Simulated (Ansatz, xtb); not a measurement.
## Strength of the Ga–S bond: GaH(CH3)2(SH2) → GaH(CH3)2 + H2S

Gas-phase species: GaH(CH3)2(SH2), singlet; GaH(CH3)2, singlet; H2S (hydrogen sulfide) `S`, singlet. 

Shapes, held fixed at every level: PBE0-D4/def2-TZVP. Flexible molecules stand in one conformer, not always the lowest. Programs: Ansatz 0.2.0, xtb 6.7.1. Electronic energies: no zero-point or thermal term.

(1) Estimate ΔE of this reaction.

Answers

(1) The highest level, CCSD(T)/def2-TZVPP, gives ΔE = +40.7 kJ/mol; the levels span +17.8 to +59.5. Both fragments are taken as closed shells, so no electrons are unpaired. The column of differences is taken from that level and isn't an error. No measured value is set beside it here. Relativity is left out for Ga. Outer-core shells of Ga are correlated, in sets that cover them unevenly.

| level | kind | ΔE (kJ/mol) | less CCSD(T)/def2-TZVPP |
| --- | --- | --- | --- |
| GFN2-xTB | semi-empirical | +55.2 | +14.5 |
| HF/def2-SVP | Hartree–Fock | +17.8 | -22.9 |
| SPW92/def2-TZVPP | LDA | +59.5 | +18.8 |
| PBE-D4/def2-TZVPP | GGA | +43.8 | +3.1 |
| PBE0-D4/def2-TZVPP | global hybrid | +43.0 | +2.3 |
| r2SCAN0-D4/def2-TZVPP | global hybrid | +43.2 | +2.5 |
| MP2/def2-TZVPP | perturbation theory | +43.4 | +2.7 |
| CCSD/def2-TZVPP | coupled cluster or CI | +36.1 | -4.6 |
| CCSD(T)/def2-TZVPP | coupled cluster or CI | +40.7 | 0.0 |

All levels find the adduct bound relative to its separated fragments, and +40.7 kJ/mol marks a modest donor–acceptor bond, much weaker than a normal covalent Ga–S bond. Cleavage returns the shared pair to sulfur, so the energy measures the Lewis acidity of the gallane towards H2S, not the strength of a gallium–thiolate link. Three-coordinate gallium(III) offers an empty, largely 4p orbital, but H2S is a weak σ donor, and the electron-releasing methyl groups temper the acidity of the metal. Part of the gain from donation is also spent on bending the planar gallane towards a pyramid.

The GGA, both hybrids and MP2 lie close to CCSD(T), while Hartree–Fock falls far below and LDA far above, probably because correlation matters to so weak a bond, though the smaller Hartree–Fock basis may contribute. Dialkylgallanes tend to associate through Ga–H–Ga bridges, so binding to the monomer doesn't show that H2S could break up such aggregates.
